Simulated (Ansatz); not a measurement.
**Loss of C2H6: C3H6F2O → COF2 + C2H6**

Species: C3H6F2O `CCOC(F)F`, singlet; COF2 (carbonyl fluoride) `O=C(F)F`, singlet; C2H6 (ethane) `CC`, singlet. 

Shapes, held fixed at every level: PBE0-D4/def2-TZVP. Flexible molecules stand in one conformer, not always the lowest. Programs: Ansatz 0.2.0. The zero-point and thermal change to 298 K, harmonic and unscaled (PBE0-D4/def2-TZVP), is -10.4 kJ/mol.

Q: Estimate ΔH(298 K) of this reaction.

A: The highest level, CCSD(T)/CBS estimate, gives ΔH(298 K) = -9.4 kJ/mol; the levels span -35.5 to -8.0. The column of differences is taken from that level and isn't an error. No measured value is set beside it here. The CBS estimate extrapolates MP2 from def2-TZVPP and def2-QZVPP and adds CCSD(T) − MP2 in the triple-zeta set, cores frozen.

```json
{"level": "HF/def2-SVP", "kind": "Hartree–Fock", "ΔH(298 K) (kJ/mol)": "-19.7", "less CCSD(T)/CBS estimate": "-10.3"}
{"level": "HF/def2-TZVPP", "kind": "Hartree–Fock", "ΔH(298 K) (kJ/mol)": "-26.7", "less CCSD(T)/CBS estimate": "-17.3"}
{"level": "B3LYP-D4/def2-TZVPP", "kind": "global hybrid", "ΔH(298 K) (kJ/mol)": "-22.2", "less CCSD(T)/CBS estimate": "-12.8"}
{"level": "PBE0-D4/def2-TZVPP", "kind": "global hybrid", "ΔH(298 K) (kJ/mol)": "-11.0", "less CCSD(T)/CBS estimate": "-1.6"}
{"level": "r2SCAN0-D4/def2-TZVPP", "kind": "global hybrid", "ΔH(298 K) (kJ/mol)": "-8.0", "less CCSD(T)/CBS estimate": "+1.4"}
{"level": "wB97X-V/def2-TZVPP", "kind": "range-separated hybrid", "ΔH(298 K) (kJ/mol)": "-8.0", "less CCSD(T)/CBS estimate": "+1.4"}
{"level": "MP2/def2-SVP", "kind": "perturbation theory", "ΔH(298 K) (kJ/mol)": "-35.5", "less CCSD(T)/CBS estimate": "-26.1"}
{"level": "CCSD(T)/CBS estimate", "kind": "coupled cluster or CI", "ΔH(298 K) (kJ/mol)": "-9.4", "less CCSD(T)/CBS estimate": "0.0"}
```

Every level makes the elimination exothermic, but only mildly so at the highest one, -9.4 kJ/mol. The zero-point and thermal term, -10.4 kJ/mol, is slightly larger than this total, so the electronic energies nearly cancel and their small remainder has no secure sign. That term is negative mainly because splitting one molecule into two turns internal vibrations into translations and rotations, which carry little or no zero-point energy.

The electronic balance reflects a trade of the ethyl C–O σ bond for the carbonyl π bond, while a C–H bond is lost at the CHF2 carbon and another forms in ethane. Fluorine lone-pair donation stabilises COF2, but the ether has its own anomeric stabilisation from oxygen donation into the C–F σ* orbitals, which probably offsets much of the gain.

B3LYP-D4 stands apart from the other hybrids, perhaps because it balances these different bond types less well. Release of a second molecule also favours elimination entropically, yet the ether may still be long-lived, since hydrogen transfer to the ethyl carbon would need a strained four-centre transition state.
